From Hartree-Fock (HF) to CCSDT the error falls at every step, because each level describes the joint motion of the electrons more fully, either by adding larger groups of electrons or by treating the same groups better. The steps are uneven because most of the correlation energy belongs to pairs of electrons, and only a small part needs three or four electrons acting together. The four AFQMC rows do not continue this ladder: each agrees with the reference within two standard errors, so their order carries no established meaning.

Total energies of AlGeH3 (neutral triplet) relative to CCSDT(Q), from Ansatz 0.2.0 and the in-house AFQMC program afq 1. All levels use the cc-pVDZ basis, a UHF determinant, frozen cores and the PBE0/def2-TZVP geometry. In the AFQMC rows, ph means phaseless, with the trial after the slash; released means the constraint was let go, and free means none was applied.

```
         level  this level less the reference (CCSDT(Q), same basis) (meV)  statistical noise, one standard error (meV)
            HF                                                      4880.7                                         0.00
           MP2                                                      1206.6                                         0.00
          CCSD                                                       164.7                                         0.00
       CCSD(T)                                                        39.4                                         0.00
         CCSDT                                                         5.9                                         0.00
   ph-AFQMC/HF                                                       -51.8                                        30.00
 ph-AFQMC/CISD                                                        13.3                                         9.90
released AFQMC                                                         1.1                                        13.00
    free AFQMC                                                        15.2                                        10.10
```

The molecule is a planar triplet in which two hydrogen atoms sit on aluminium and the third bridges aluminium and germanium. Ten valence electrons are correlated, six of one spin and four of the other. In HF each of them feels only the average charge of the others, apart from the exchange that keeps equal spins apart. The HF error of 4881 meV is therefore the whole correlation energy of the reference.

MP2 lets each pair of electrons avoid each other, but only to lowest order. The simplest limiting case is that every pair gains the same energy, whatever its spins. Counting pairs then gives the share of the opposite spins without any fitted parameter:

equal-spin pairs = 6·5/2 + 4·3/2 = 21
opposite-spin pairs = 6·4 = 24
expected share of opposite spins = 24/(21 + 24) = 53%

The calculation gives a very different answer. An opposite-spin pair gains 129 meV on average and an equal-spin pair only 28 meV, so the opposite spins supply 24·129/3674 = 84% of the MP2 energy. The count fails because it ignores the Pauli principle. Electrons of equal spin already avoid each other in HF and have little left to gain, whereas two electrons of opposite spin can share one bond or lone pair and meet there often.

MP2 still leaves a quarter of the correlation energy unrecovered. Its lowest-order treatment would be enough if excitations were costly and rare, for then an excited pair would hardly matter to anything else. Here they are not rare: about an eighth of the CISD wave function lies outside the HF determinant. MP2 also takes the cost of an excitation from the HF orbital energies alone, so it leaves out how the excited electrons interact with each other and with the holes they leave behind. This weakness is general to MP2. The low-lying empty p orbitals of aluminium and germanium are expected to make it worse, but no calculation here isolates their part. CCSD includes these interactions, and also lets excited pairs influence one another. It recovers another 1042 meV, although the table does not divide this gain among the processes.

CCSD also contains much of what looks like four-electron correlation. When two pairs are excited independently at the same time, the exponential form of the wave function supplies the product of the two pair excitations automatically. What CCSD lacks is mainly the genuine joint motion of three electrons. Its remaining error of 165 meV is only 3% of the correlation energy, but it is still large on the scale of chemical energy differences.

Triple excitations lower the energy by an indirect route. The Hamiltonian contains interactions between two electrons only, so the coupled-cluster energy depends directly on the single and double excitations alone. Triples matter because they change these. The same calculations show the change: on going from CCSD to CCSDT, the largest double amplitude grows by 9% and the largest single amplitude by 10%.

This feedback helps to explain why CCSD(T) stops short. The correction (T) estimates the triples once, from CCSD amplitudes that stay fixed, while CCSDT lets triples, doubles and singles adjust to one another. The single estimate captures 79% of the gain from full triples and misses 34 meV. Most of the 39 meV error of CCSD(T) therefore comes from the approximate treatment of triples, and only 6 meV from the quadruples in the reference. Since the reference itself only estimates the quadruples, that last figure does not bound what lies beyond it.

AFQMC approaches the same energy by another path. It represents the state by random walkers, each a single determinant, and obtains the energy by comparing them with a trial wave function. If the trial were the exact state, every walker would give the exact energy, and there would be neither noise nor bias from the constraint. The phaseless constraint (ph in the table) uses the trial to keep the walkers' complex phases under control, so an imperfect trial can shift the energy as well as make it fluctuate.

The effect of the trial is clearest in the amount of sampling needed. In the CISD wave function the HF determinant has a weight of 0.88, so about an eighth of the state lies outside an HF trial. The run with that trial took nearly twice as many walker steps as the run with the CISD trial, yet its noise is three times as large. Because noise falls as the inverse square root of the sampling, equal noise would need of the order of ten times more steps with the HF trial, provided that both runs used steps of similar length. The threefold noise in the table is itself a matter of settings: the HF-trial run had a noise target three times looser, and both runs ended just below their targets. What reflects the trial is the number of steps needed for equal noise. That number is not a ratio of computer times, because each step costs more with a CISD trial.

The errors themselves say less about the trial. The HF trial ends 52 meV below the reference, which is permitted because a phaseless energy is not an upper bound. The CISD trial ends 13 meV above it. The difference of 65 meV has a standard error of 32 meV, so it hints at a bias that depends on the trial but does not establish one. Letting the constraint go in the CISD-trial run moves the energy by 12 meV, which is within the noise.

The free projection gives the most direct link to the coupled-cluster ladder. It starts from the CCSD state, 163 meV above the reference, and falls by 148 meV without any constraint. A different method thus recovers most of the energy that CCSD lacks. The 15 meV left at the end may be noise or a remainder of the starting state. Close agreement between the released walk and CCSDT(Q) is weaker evidence, because such agreement was required before CCSDT(Q) was accepted as the reference.

All these errors refer to total energies in one small basis, without relativity and with the germanium 3d shell frozen, so they do not measure accuracy against experiment. In modelling the growth of films from aluminium and germanium hydrides, a reaction energy inherits only the part of such errors that differs between reactants and products. The differences, pair averages and noise ratios used here are printed in the output below.

Printed output of the fit:

```
Share of the reference correlation energy recovered:
             row  percent
              HF        0
             MP2    75.28
            CCSD    96.63
         CCSD(T)    99.19
           CCSDT    99.88
     ph-AFQMC/HF    101.1
   ph-AFQMC/CISD    99.73
  released AFQMC    99.98
      free AFQMC    99.69
Gain from HF to MP2 in meV: 3674
Gain from MP2 to CCSD in meV: 1042
Gain from CCSD to CCSD(T) in meV: 125.3
Gain from CCSD(T) to CCSDT in meV: 33.5
Gain from CCSD to CCSDT by full triples in meV: 158.8
Share of the full triples gain given by (T) in percent: 78.9
MP2 energy per equal-spin pair in meV: 27.81
MP2 energy per opposite-spin pair in meV: 128.8
Growth of the largest double amplitude from CCSD to CCSDT in percent: 9.25
Growth of the largest single amplitude from CCSD to CCSDT in percent: 10.42
Error over noise for ph-AFQMC/HF: -1.727
Error over noise for ph-AFQMC/CISD: 1.343
Error over noise for released AFQMC: 0.08462
Error over noise for free AFQMC: 1.505
CISD trial less HF trial in meV: 65.1
Noise of that difference in meV: 31.59
Shift on releasing the constraint in meV: -12.2
Walker steps of the HF-trial run over those of the CISD-trial run: 1.829
Noise of the HF-trial run over that of the CISD-trial run: 3.03
Rough ratio of walker steps needed for equal noise: 16.79
Free projection at its start less the reference in meV: 163
Fall of the free projection from start to end in meV: 147.8
```
